\section*{Adiabatic force constants from the inverse dielectric matrix}

A displaced nucleus pushes on the other nuclei through a Coulomb field that the electrons screen. This guide derives the force constants of Pick, Cohen and Martin (1970) as the static phonon self-energy of the Hedin--Baym equations, separates the long-range term, and shows why silicon has no acceptable sound waves unless the dielectric matrix has off-diagonal elements. Stop at each \textbf{Predict} and answer before reading on.

\subsection*{Premises and conventions}

Hartree atomic units are used, and $v(\mathbf r,\mathbf r')=1/|\mathbf r-\mathbf r'|$. Nucleus $I=(\kappa,p)$, atom $\kappa$ of cell $p$, has charge $Z_I$, mass $M_I$ and position $\boldsymbol\tau_I+\mathbf u_I$. Densities count electrons as positive, $n=n_e-\sum_I Z_I\,\delta(\mathbf r-\boldsymbol\tau_I-\mathbf u_I)$, so $V=\int v\,\langle n\rangle$ is the electrostatic energy of an electron.
\begin{enumerate}
\item[P1.] All particles interact through $v$ alone, and no nucleus acts on itself.
\item[P2.] Forces are kept to first order in $\mathbf u$ (harmonic approximation).
\item[P3.] The irreducible electronic polarizability $P_e=\delta\langle n_e\rangle/\delta V$, vertex corrections included, is that of clamped nuclei, and is finally taken at $\omega=0$.
\item[P4.] The crystal is a nonmagnetic insulator at zero temperature. The static $P_e(\mathbf r,\mathbf r')$ is then real and symmetric, and it can be expanded in powers of the wave vector $\mathbf q$.
\end{enumerate}

\subsection*{Step 1: the phonon self-energy}

Add a source $\sum_I\mathbf J_I(t)\cdot\mathbf u_I$ to the Hamiltonian. The displacement propagator $D=-i\langle T\,u\,u\rangle$ equals $\delta\langle u\rangle/\delta J$. The equation of motion is $M_I\langle\ddot{\mathbf u}_I\rangle=\langle\mathbf F_I\rangle-\mathbf J_I$. Defining $\Pi$ by $\delta\langle F\rangle=-\Pi\,\delta\langle u\rangle$ turns it into the Dyson equation $(M\omega^2-\Pi)D=1$, so $\Pi(\omega=0)$ is the force-constant matrix $C$.

Nucleus $I$ has energy $-Z_IV_I$ at its position, where $V_I(\mathbf r)=V(\mathbf r)+Z_Iv(\mathbf r,\boldsymbol\tau_I)$ lacks its own field. The force is $+Z_I\nabla V_I$.

\textbf{Predict.} In how many ways can this force change to first order in the displacements?

In two: the potential changes, and the point where its gradient is read moves. Correlations between fluctuations of $V$ and $\mathbf u$ are of higher order and drop by P2. For the first way, the nuclear density changes by $\delta n_n=\sum_JZ_J\,\mathbf u_J\cdot\nabla\delta(\mathbf r-\boldsymbol\tau_J)$, and the electrons respond to the total potential, $\delta V=v\,\delta n_n+vP_e\,\delta V$. Solving, and integrating by parts,
\begin{equation}
\delta V(\mathbf r)=-\sum_{J\beta}Z_Ju_{J\beta}\,\partial'_\beta W_e(\mathbf r,\boldsymbol\tau_J,\omega),\qquad W_e=\epsilon^{-1}v,\qquad \epsilon=1-vP_e ,
\label{dV}
\end{equation}
where $\partial'$ acts on the second argument. Both contributions together give
\begin{equation}
\Pi_{I\alpha,J\beta}(\omega)=Z_IZ_J\,\partial_\alpha\partial'_\beta\big[W_e(\omega)-\delta_{IJ}v\big]_{\boldsymbol\tau_I,\boldsymbol\tau_J}-\delta_{IJ}Z_I\,\partial_\alpha\partial_\beta V_I(\boldsymbol\tau_I).
\label{Pi}
\end{equation}
The screening is by electrons only. The lattice part of the full screened interaction is what $D$ itself describes, and including it here would count it twice.

\subsection*{Step 2: the on-site term}

\textbf{Predict.} The last term of \eqref{Pi} contains the ground-state potential. Which displacement pattern has a response known exactly, and could eliminate it?

A static translation of all nuclei by $\mathbf u$. The ground state follows, $V(\mathbf r)\to V(\mathbf r-\mathbf u)$, so $\delta V=-\mathbf u\cdot\nabla V$. Comparison with \eqref{dV} at $\omega=0$ gives $\partial_\beta V(\mathbf r)=\sum_KZ_K\partial'_\beta W_e(\mathbf r,\boldsymbol\tau_K,0)$. Since $\partial_\beta v=-\partial'_\beta v$, the gradient of $V_I$ is this sum minus $Z_I\partial'_\beta v(\mathbf r,\boldsymbol\tau_I)$. Inserted in \eqref{Pi}, the two bare self-terms cancel:
\begin{equation}
C_{I\alpha,J\beta}=Z_IZ_J\,\partial_\alpha\partial'_\beta W_e(\boldsymbol\tau_I,\boldsymbol\tau_J,0)-\delta_{IJ}\sum_KZ_IZ_K\,\partial_\alpha\partial'_\beta W_e(\boldsymbol\tau_I,\boldsymbol\tau_K,0).
\label{PCM}
\end{equation}
This is the Pick--Cohen--Martin formula. For $I=J$ the term $K=I$ cancels the first term, and $\sum_JC_{I\alpha,J\beta}=0$, the acoustic sum rule. In an infinite crystal the sum over $K$ may converge only conditionally. Step 4 fixes its meaning.

\subsection*{Step 3: reciprocal space}

For $N_c$ cells of volume $\Omega$, let $v_{\mathbf G}=4\pi/|\mathbf q+\mathbf G|^2$ and define the Hermitian matrix $\tilde\epsilon_{\mathbf{GG}'}=\delta_{\mathbf{GG}'}-v_{\mathbf G}^{1/2}P_{\mathbf{GG}'}(\mathbf q)v_{\mathbf G'}^{1/2}$. Because $\tilde\epsilon=v^{-1/2}\epsilon\,v^{1/2}$, one has $W_e=v^{1/2}\tilde\epsilon^{-1}v^{1/2}$, and
\begin{equation}
W_e(\mathbf r,\mathbf r')=\frac{1}{N_c\Omega}\sum_{\mathbf q\mathbf G\mathbf G'}e^{i(\mathbf q+\mathbf G)\cdot\mathbf r}\,\frac{4\pi\,\tilde\epsilon^{-1}_{\mathbf{GG}'}(\mathbf q)}{|\mathbf q+\mathbf G||\mathbf q+\mathbf G'|}\,e^{-i(\mathbf q+\mathbf G')\cdot\mathbf r'} .
\end{equation}
Transform with $C_{\kappa\alpha,\kappa'\beta}(\mathbf q)=\sum_{p'}C_{\kappa0\alpha,\kappa'p'\beta}\,e^{i\mathbf q\cdot(\boldsymbol\tau_{\kappa'p'}-\boldsymbol\tau_{\kappa0})}$. The derivatives bring down $(\mathbf q+\mathbf G)_\alpha(\mathbf q+\mathbf G')_\beta$, the lattice sum selects one $\mathbf q$ with weight $N_c$, and the $\mathbf q$ phases cancel. The first term of \eqref{PCM} becomes a matrix element between column vectors $a$ indexed by $\mathbf G$:
\begin{equation}
\bar C_{\kappa\alpha,\kappa'\beta}(\mathbf q)=\frac{4\pi}{\Omega}\,a_{\kappa\alpha}^\dagger\,\tilde\epsilon^{-1}a_{\kappa'\beta},\qquad
a_{\kappa\beta}(\mathbf G)=Z_\kappa\frac{(\mathbf q+\mathbf G)_\beta}{|\mathbf q+\mathbf G|}\,e^{-i\mathbf G\cdot\boldsymbol\tau_\kappa}.
\label{Cq}
\end{equation}
For point nuclei the self-interaction makes the $\kappa=\kappa'$ sums diverge at large $G$, and the on-site term removes this. If the core is treated as rigid with a local ionic potential, $Z_\kappa$ is the valence charge and $a$ gains a form factor equal to one at $\mathbf q+\mathbf G=0$.

\subsection*{Step 4: head, wings and body}

\textbf{Predict.} How do $P_{00}$ and $P_{\mathbf G0}$ scale as $q\to0$ in an insulator, and what does $v^{1/2}_0\propto1/q$ make of them?

A constant potential induces no density, so $P_{\mathbf G0}$ and $P_{0\mathbf G}$ vanish at $q=0$. By P4 they are linear in $\mathbf q$, and $P_{00}$, which vanishes through both indices, is quadratic. The head $H=\tilde\epsilon_{00}$ tends to a quadratic form in $\hat{\mathbf q}$. The wing $w_{\mathbf G}=\tilde\epsilon_{\mathbf G0}=-4\pi P_{\mathbf G0}/(qG)$ tends to $\sum_\gamma w_{\mathbf G\gamma}\hat q_\gamma$. The body $B$, with $\mathbf G,\mathbf G'\ne0$, is analytic. Block inversion, verified by multiplying out, gives
\begin{equation}
\begin{pmatrix}H&w^\dagger\\ w&B\end{pmatrix}^{-1}=\begin{pmatrix}0&0\\0&B^{-1}\end{pmatrix}+\frac{y\,y^\dagger}{S},\qquad y=\begin{pmatrix}1\\-B^{-1}w\end{pmatrix},\qquad S=H-w^\dagger B^{-1}w .
\label{block}
\end{equation}
The head of the inverse is $1/S$, so $S=\hat{\mathbf q}\cdot\varepsilon_\infty\cdot\hat{\mathbf q}$ is the macroscopic electronic dielectric constant, and the wings of the inverse are $-B^{-1}w/S$. The product $y^\dagger a$ is linear in $\hat{\mathbf q}$:
\begin{equation}
y^\dagger a_{\kappa\beta}=\sum_\gamma\hat q_\gamma Z^*_{\kappa,\gamma\beta},\qquad
Z^*_{\kappa,\gamma\beta}=Z_\kappa\delta_{\gamma\beta}-Z_\kappa\sum_{\mathbf{G,G}'\ne0}w^*_{\mathbf G\gamma}\,B^{-1}_{\mathbf{GG}'}\,\hat G'_\beta\,e^{-i\mathbf G'\cdot\boldsymbol\tau_\kappa}.
\label{Z}
\end{equation}
It is real. A real $P_e(\mathbf r,\mathbf r')$ gives $w_{-\mathbf G\gamma}=-w^*_{\mathbf G\gamma}$ and $B_{-\mathbf G,-\mathbf G'}=B^*_{\mathbf{GG}'}$, so reversing both vectors conjugates each term.

To see that $Z^*$ is the Born charge, displace sublattice $\kappa$ by $\mathbf u\,e^{i\mathbf q\cdot\boldsymbol\tau_{\kappa p}}$. Then $v^{1/2}\delta n_n=i\sqrt{4\pi}\,(a_\kappa\cdot\mathbf u)/\Omega$, and the first row of \eqref{block} gives $\delta V_0=4\pi i\,(\hat{\mathbf q}\cdot Z^*_\kappa\mathbf u)/(q\Omega S)$. The field is $\mathbf E=+\nabla V$, hence $\mathbf E=i\mathbf q\,\delta V_0=-4\pi\hat{\mathbf q}\,(\hat{\mathbf q}\cdot Z_\kappa^*\mathbf u)/(\Omega S)$. This solves $\mathbf q\cdot(\varepsilon_\infty\mathbf E+4\pi\mathbf P)=0$ for the zero-field polarization $\mathbf P=Z^*_\kappa\mathbf u/\Omega$, which defines the Born charge.

Now the on-site term. Let $\phi=v^{-1/2}\delta V$, which obeys $\tilde\epsilon\,\phi=v^{1/2}\delta n_n$. Translating the periodic $V$ creates no macroscopic field, so $\phi_0=0$, and the body rows give $\phi=B^{-1}v^{1/2}\delta n_n$. The sum over $K$ in \eqref{PCM} therefore involves the body alone. With $C^{\rm an}=(4\pi/\Omega)\,a^\dagger B^{-1}a$ over $\mathbf G,\mathbf G'\neq0$,
\begin{equation}
C_{\kappa\alpha,\kappa'\beta}(\mathbf q\to0)=C^{\rm an}_{\kappa\alpha,\kappa'\beta}(0)-\delta_{\kappa\kappa'}\sum_{\kappa''}C^{\rm an}_{\kappa\alpha,\kappa''\beta}(0)+\frac{4\pi}{\Omega}\frac{(\hat{\mathbf q}\cdot Z^*_\kappa)_\alpha(\hat{\mathbf q}\cdot Z^*_{\kappa'})_\beta}{\hat{\mathbf q}\cdot\varepsilon_\infty\cdot\hat{\mathbf q}} .
\label{final}
\end{equation}
The last term depends on the direction of approach and acts only on displacements with a longitudinal dipole. In a cubic diatomic crystal with $Z_1^*=-Z_2^*=z$ and reduced mass $\mu$ it gives $\omega_{\rm LO}^2-\omega_{\rm TO}^2=4\pi z^2/(\Omega\varepsilon_\infty\mu)$.

\subsection*{Step 5: what the wings must do}

\textbf{Predict.} Sum \eqref{final} over $\kappa'$. Does the on-site term secure three acoustic modes?

It cancels the analytic part only. The remainder is proportional to $\sum_{\kappa'}Z^*_{\kappa'}$, so a second condition is needed. Let $A_\beta=\sum_\kappa a_{\kappa\beta}$ and $N=\sum_\kappa Z_\kappa$, the number of electrons per neutral cell. The translation result reads $(4\pi i/\Omega G)(B^{-1}A_\beta)_{\mathbf G}=-iG_\beta V_{\mathbf G}$. Inserting this and $w^*_{\mathbf G}=-4\pi P_{0\mathbf G}/(qG)$ in \eqref{Z} gives
\begin{equation}
\sum_{\kappa\gamma}\hat q_\gamma Z^*_{\kappa,\gamma\beta}=N\hat q_\beta-\lim_{q\to0}\frac{\Omega}{q}\sum_{\mathbf G\ne0}P_{0\mathbf G}(\mathbf q)\,G_\beta V_{\mathbf G}.
\label{sum}
\end{equation}
The wing sum is the long-wave density induced by $\delta V=-\mathbf u\cdot\nabla V\,e^{i\mathbf q\cdot\mathbf r}$. If the electrons follow this slowly modulated translation, $\delta n_e=-\nabla\cdot(n_e\mathbf u\,e^{i\mathbf q\cdot\mathbf r})$ has the $\mathbf G=0$ component $-i\mathbf q\cdot\mathbf u\,N/\Omega$, the wing sum equals $N\hat q_\beta$, and $\sum_\kappa Z^*_\kappa=0$.

At the Hartree level, where $V$ is the one-electron potential in $h=p^2/2+V$ and $P_e$ is the independent-particle polarizability, this can be shown in full. From $[\mathbf p,h]=-i\nabla V$ follows $\langle c|\nabla V|v\rangle=i(E_v-E_c)\mathbf p_{cv}$, and from $[h,\mathbf r]=-i\mathbf p$ follows $\mathbf r_{vc}=i\mathbf p_{vc}/(E_c-E_v)$. First-order perturbation theory shifts the centre of state $v\mathbf k$ by
\begin{equation}
\delta r_\gamma=2\,{\rm Re}\sum_c\frac{r^\gamma_{vc}\langle c|-\mathbf u\cdot\nabla V|v\rangle}{E_v-E_c}=\sum_\beta u_\beta\sum_c\frac{2\,{\rm Re}\,p^\gamma_{vc}p^\beta_{cv}}{E_c-E_v}.
\end{equation}
The $\mathbf k\cdot\mathbf p$ sum rule states that the same sum over all bands other than $v$ equals $\delta_{\gamma\beta}-\partial_{k_\gamma}\partial_{k_\beta}E_v$. Summed over the filled bands, the valence--valence terms cancel in pairs, and the curvature of the periodic function $\sum_vE_v(\mathbf k)$ averages to zero over the zone. Each electron shifts by $\mathbf u$ on average, as required.

\textbf{Predict.} Weaken the crystal potential. Does the cancellation of the ionic charge weaken with it?

Take a chain with two plane waves $x\pm g$ coupled by $V_G$, with $G=2g$. Then $E_{c,v}=(x^2+g^2)/2\pm\Delta$ with $\Delta=(g^2x^2+V_G^2)^{1/2}$, and $|p_{cv}|=g|V_G|/\Delta$. The shift per unit displacement is $g^2V_G^2/\Delta^3$, and its average over the zone $-g<x<g$ is $g^2/(g^4+V_G^2)^{1/2}$. The shortfall from one comes from the omitted plane waves and vanishes as $V_G\to0$. The product of wing and potential stays fixed, so the wing grows as $1/V_G$. It is not a small correction in the potential.

\subsection*{Silicon}

The site symmetry $T_d$ makes each $Z^*_\kappa$ a scalar $z_\kappa$. Inversion through the bond centre exchanges the two atoms and leaves a second-rank polar tensor unchanged, so $z_1=z_2=z$. Symmetry stops there. Only the sum rule gives $z=0$, and by \eqref{Z} the wings must then cancel the whole valence charge $Z=4$. A diagonal dielectric matrix leaves $z=4$.

\textbf{Predict.} Delete the wings and keep the body. Which zone-centre mode goes wrong, the optical or the acoustic one?

Cubic symmetry and the on-site term fix the analytic part up to one constant $k$. For longitudinal displacements of the two atoms,
\begin{equation}
C_L=k\begin{pmatrix}1&-1\\-1&1\end{pmatrix}+s\begin{pmatrix}1&1\\1&1\end{pmatrix},\qquad s=\frac{4\pi z^2}{\Omega S},
\end{equation}
and transverse displacements have $s=0$. The optical vector $(1,-1)$ has $\omega^2=2k/M$ for both polarizations. Equal charges moving oppositely carry no dipole, so LO and TO stay degenerate even without local fields. The acoustic vector $(1,1)$ acquires $\omega_{\rm LA}^2=2s/M$, the plasma frequency of ions of charge $z$ in a dielectric.

Typical inputs are the lattice constant $a=5.43$~\AA\ and the mass $M=28.09$~u. They give $\Omega=a^3/4=40.03$~\AA$^3=270.1$~bohr$^3$ and $M=5.120\times10^4$ electron masses. The measured optical frequency, 517~cm$^{-1}$ as compiled by the Ioffe Institute, fixes $k=0.142$~Ha/bohr$^2$ and is an input. Without wings $S=H$, and the compiled measured $\varepsilon_\infty=11.85$ (Skelton 2020) stands in for $H$. Then $s=0.0628$~Ha/bohr$^2$ and
\begin{equation}
\omega_{\rm LA}(q\to0)=\sqrt{2s/M}=1.57\times10^{-3}\ {\rm Ha}=344\ {\rm cm^{-1}} .
\end{equation}
The compiled static constant 11.7 (Ioffe Institute) gives 346~cm$^{-1}$. The two constants coincide in this theory, because the optical mode has no dipole. The larger uncertainty is that $H$ exceeds $\varepsilon_\infty$ by $w^\dagger B^{-1}w$, typically about 10 per cent in silicon, which would lower the gap to 328~cm$^{-1}$. Only two figures are significant.

This gap belongs to the wingless model, and the real crystal has none. With the compiled $C_{11}=165.64$~GPa (Oses 2018) and the density $2M/\Omega=2.33$~g/cm$^3$, the longitudinal sound velocity along [100] is 8.43~km/s, and the linear branch reaches only 52~cm$^{-1}$ at $q=0.1\,(2\pi/a)$. Local fields thus change $\varepsilon_\infty$ modestly but remove the whole Born charge. The gap is linear in the residual charge, 43~cm$^{-1}$ per unit of $|z_1+z_2|$. An assumed residual of 0.1, as a truncated $\mathbf G$ sum might leave, opens 4.3~cm$^{-1}$ and dominates the sound branch below $q\approx0.008\,(2\pi/a)$. The factor $G_\beta$ in \eqref{sum} gives weight to distant shells, so truncation needs care.

\subsection*{Range of validity}

Equation \eqref{PCM} needs P1--P3 and holds for metals as well. Anharmonic shifts, linewidths and thermal expansion lie outside it. The matrix $\epsilon^{-1}$ must be the test-charge one, and $P_e$ and $V$ must come from the same approximation, or \eqref{sum} need not vanish. A nonlocal pseudopotential couples to the density matrix and requires a generalised response function. With bare nuclei, $Z=14$, the wings must cancel the core charge too.

The adiabatic step replaces each factor $2\Delta_e/(\omega^2-\Delta_e^2)$ of an electronic excitation $\Delta_e$ by $-2/\Delta_e$, a relative change of $(\omega/\Delta_e)^2$ to leading order. In silicon 517~cm$^{-1}$ is 64.1~meV. At $q\to0$ transitions are vertical, and the compiled direct gap of 3.35~eV (Tiago 2004) gives at most $3.7\times10^{-4}$. At general $\mathbf q$ the fundamental gap of 1.12~eV (Wing 2021) gives at most $3.3\times10^{-3}$. These figures apply to the screening term, and since a force constant is a difference of larger terms its relative change can exceed them.

Equations \eqref{Z}--\eqref{sum} also need P4, three-dimensional periodicity and $q$ small compared with the gap divided by a band velocity. The next order in $q$ brings dynamical quadrupoles, which $T_d$ site symmetry allows in silicon. Free carriers make $P_{00}$ finite at $q=0$, so $S$ grows as $1/q^2$ and the non-analytic term is screened away below the carriers' screening wave vector.